**Question**

I moved a hydrogen atom from chlorine towards silicon in a triplet Cl–H–Si arrangement and compared several methods. The scan distance is Cl–H, and all energies are counted from the second row.

Ansatz 0.2.0; charge 0 e, spin multiplicity 3, basis 6-31G, scan transfer, pair space electrons 4, pair space orbitals 4, valence space electrons 12, valence space orbitals 9.

```csv
scan distance (Å),"R2SCAN, energy from the start of the scan (kJ/mol)","RCCSDT, energy from the start of the scan (kJ/mol)","PBE, energy from the start of the scan (kJ/mol)","UCCSDT, energy from the start of the scan (kJ/mol)","FCI, energy from the start of the scan (kJ/mol)","WB97M V, energy from the start of the scan (kJ/mol)"
1.189,32.80,29.10,35.70,29.10,29.20,30.20
1.279,0.00,0.00,0.00,0.00,0.00,0.00
1.392,-10.50,-4.30,-13.40,-4.30,-4.40,-6.10
1.505,-5.20,7.00,-10.50,7.00,6.90,4.00
1.619,4.50,21.10,-2.20,21.10,20.90,18.10
1.732,13.80,32.40,6.80,32.40,32.20,30.10
1.845,23.10,41.70,16.70,41.70,41.50,40.30
1.959,37.30,54.50,32.00,54.50,54.40,53.90
2.072,63.90,79.50,60.10,79.50,79.40,79.50
```

At 1.732 Å, FCI puts the structure 32.2 kJ/mol above that row, but PBE puts it only 6.8 kJ/mol above. At 1.505 Å they even disagree about the sign. Is this a multireference problem that a single determinant can't handle? And how much of the disagreement comes from my choice of zero?

**Answer**

The coupled-cluster columns speak against a multireference problem of that kind. CCSDT, which includes triple excitations, stays within 0.2 kJ/mol of FCI in every row, whether it starts from a restricted or an unrestricted determinant. The same runs also estimate the effect of quadruple excitations by perturbation theory, and in the first row it is negligible. A single determinant is therefore a good enough starting point here, provided that correlation is then treated well. The trouble lies in how PBE, and to a lesser degree R2SCAN, describes the electrons while hydrogen changes partner.

Your zero does affect the size of the error. All curves are lowest at 1.392 Å, so that row is a more natural place to start. From there to 1.732 Å FCI climbs by 36.6 kJ/mol and PBE by 20.2, so PBE loses a little under half of the climb. A measure that no choice of zero can change is the spread of the error against FCI over the whole scan: about 32 kJ/mol for PBE, 22 for R2SCAN and 4 for WB97M-V.

The failure also shows in the geometry. Near the minimum, the PBE error falls almost linearly as the Cl–H distance $R$ grows, which tilts the whole well. If the well is a parabola of curvature $k$ around $R_0$ and the error has slope $g$, then

$$E(R)=\tfrac12 k(R-R_0)^2+g(R-R_0),\qquad \Delta R=-\frac{g}{k},$$

where $\Delta R$ is the shift of the minimum. A straight line through the PBE errors of the first four rows gives $g\approx-76$ kJ/mol per Å.

The curvature follows from the FCI energies at 1.279, 1.392 and 1.505 Å, which are 0, −4.4 and 6.9 kJ/mol:

$$k\approx\frac{0+2\times4.4+6.9}{0.113^2}\approx1230\ \text{kJ/mol/Å}^2,\qquad \Delta R\approx\frac{76}{1230}\approx0.06\ \text{Å}.$$

Parabolas through the same three rows of the PBE and FCI curves also put the minima 0.06 Å apart. These rows belong to the fit, so the agreement is a check of consistency. It shows how an energy error that looks harmless near the minimum becomes a Cl–H distance that is too long.

The straight line fails further out, and that failure is instructive. Continued to the last row, it predicts a PBE error of about −61 kJ/mol, while the table gives −19.3. A likely reason why the error stops growing is that the scan isn't simply pulling HCl apart. By a rough Morse estimate, stretching free HCl that far would cost about 260 kJ/mol, yet FCI rises by only about 80: silicon has taken over the hydrogen.

Now follow the electrons. The triplet has two odd electrons. At the start, two other electrons form the Cl–H bond and both odd electrons sit on silicon, one pointing along the axis and one in a π orbital at right angles to it. The π electron can stay on silicon as a spectator. The one along the axis takes part in the transfer: at the end, two electrons form the Si–H bond and an odd electron along the axis is left on chlorine. In between, this odd electron should be shared between the two ends, and that is the situation that semilocal functionals such as PBE and R2SCAN favour too much. The picture is inferred from the bonding, since no electron densities from the middle of the scan are available to test it.

The reason is that an electron should not repel itself. In an exact theory, exchange cancels this self-repulsion, and the energy of an atom or fragment changes linearly as a fraction of an electron is added. In a semilocal functional the cancellation is incomplete, and the energy sags below that straight line. For a single electron with a share $w$ on one end and $1-w$ on the other, the sags of the two ends add up to roughly

$$\Delta E\approx-c\,w(1-w),\qquad c>0,$$

where $c$ measures how strongly the functional's energy is curved. The false stabilisation vanishes when the electron sits on one end and is largest when it is shared equally. This is the delocalisation error, and exact exchange usually reduces it. In a hydrogen transfer the bonding pair shifts as well, so the formula is a simplified picture of the trend, not a way to calculate the error.

The functionals behave as this argument suggests. R2SCAN has a more flexible form than PBE but no exact exchange, and its error follows that of PBE at roughly 70% of the size. WB97M-V includes exact exchange, with a growing share at long range, and at 1.732 Å it lies 23 kJ/mol above PBE. The two functionals also differ in other ingredients, so this gap supports the explanation but doesn't isolate exact exchange as the only cause.

Sharing is probably not the whole story, however. The PBE error is already steep in the first rows, where hydrogen sits close to chlorine, and it has not vanished at the end, where hydrogen is bound to silicon. Some sharing may remain even there, but ordinary errors in the strengths and lengths of the Cl–H and Si–H bonds probably contribute too. The energies alone don't separate these contributions.

The reference sets a limit too. FCI is exact only within its small basis and frozen core. The 6-31G basis has no polarisation functions and captures only part of the correlation energy, which matters more to FCI than to a density functional. The distance between PBE and FCI is therefore not PBE's error against nature, and the close match of WB97M-V may owe something to compensating errors.

The printed analysis below gives the errors from both zeros, together with the fits.

For your next hydrogen transfer, you can look for the same warning sign without FCI. Run a semilocal functional and a hybrid with plenty of exact exchange in the same basis, and plot their difference along the path. A constant difference means that the two agree on relative energies, though they can still share an error. If the semilocal curve sinks below the hybrid while an electron is being shared, suspect delocalisation error and check a few points with coupled cluster before you trust either curve.

Printed output of the fit:

```
Error against FCI in kJ/mol (first four from the printed zero, next three from the lowest row) and slope of the PBE error:
    row    PBE  R2SCAN  WB97M-V  UCCSDT  PBE from lowest row  R2SCAN from lowest row  WB97M-V from lowest row  PBE error slope kJ/mol/A
  1.189    6.5     3.6        1    -0.1                 15.5                     9.7                      2.7                       n/a
  1.279      0       0        0       0                    9                     6.1                      1.7                    -72.22
  1.392     -9    -6.1     -1.7     0.1                    0                       0                        0                    -79.65
  1.505  -17.4   -12.1     -2.9     0.1                 -8.4                      -6                     -1.2                    -74.34
  1.619  -23.1   -16.4     -2.8     0.2                -14.1                   -10.3                     -1.1                       -50
  1.732  -25.4   -18.4     -2.1     0.2                -16.4                   -12.3                     -0.4                    -20.35
  1.845  -24.8   -18.4     -1.2     0.2                -15.8                   -12.3                      0.5                      5.31
  1.959  -22.4   -17.1     -0.5     0.1                -13.4                     -11                      1.2                     21.05
  2.072  -19.3   -15.5      0.1     0.1                -10.3                    -9.4                      1.8                     27.43
Spread of the PBE error over the scan, kJ/mol: 31.9
Spread of the R2SCAN error over the scan, kJ/mol: 22
Spread of the WB97M-V error over the scan, kJ/mol: 3.9
Spread of the UCCSDT error over the scan, kJ/mol: 0.3
FCI climb from the lowest row to the row of largest PBE error, kJ/mol: 36.6
PBE climb between the same rows, kJ/mol: 20.2
PBE less WB97M-V at the row of largest PBE error, kJ/mol: -23.3
Rough cost of stretching free HCl to the last distance, kJ/mol: 260.4
fit of e_pbe on 4 rows (scan_distance < 1.55): constant 97.1 +/- 1.2, coefficient of scan_distance -76.1 +/- 0.93; rms 0.156, worst 1.279 -0.238, leave-one-out rms 0.274
  rows outside the fit (model, value, miss): 1.619 -26.11, -23.1, -3.01; 1.732 -34.71, -25.4, -9.31; 1.845 -43.31, -24.8, -18.5; 1.959 -51.99, -22.4, -29.6; 2.072 -60.59, -19.3, -41.3
fit of e_r2 on 9 rows: constant -0.4086 +/- 0.44, coefficient of e_pbe 0.717 +/- 0.024; rms 0.681, worst 2.072 1.25, leave-one-out rms 0.896
Outward shift of the PBE minimum against FCI from parabolas, angstrom: 0.06123
Same shift from tilt over FCI curvature, angstrom: 0.0619
Outward shift of the R2SCAN minimum against FCI from parabolas, angstrom: 0.04343
Same shift from the scaled PBE tilt, angstrom: 0.04438
```
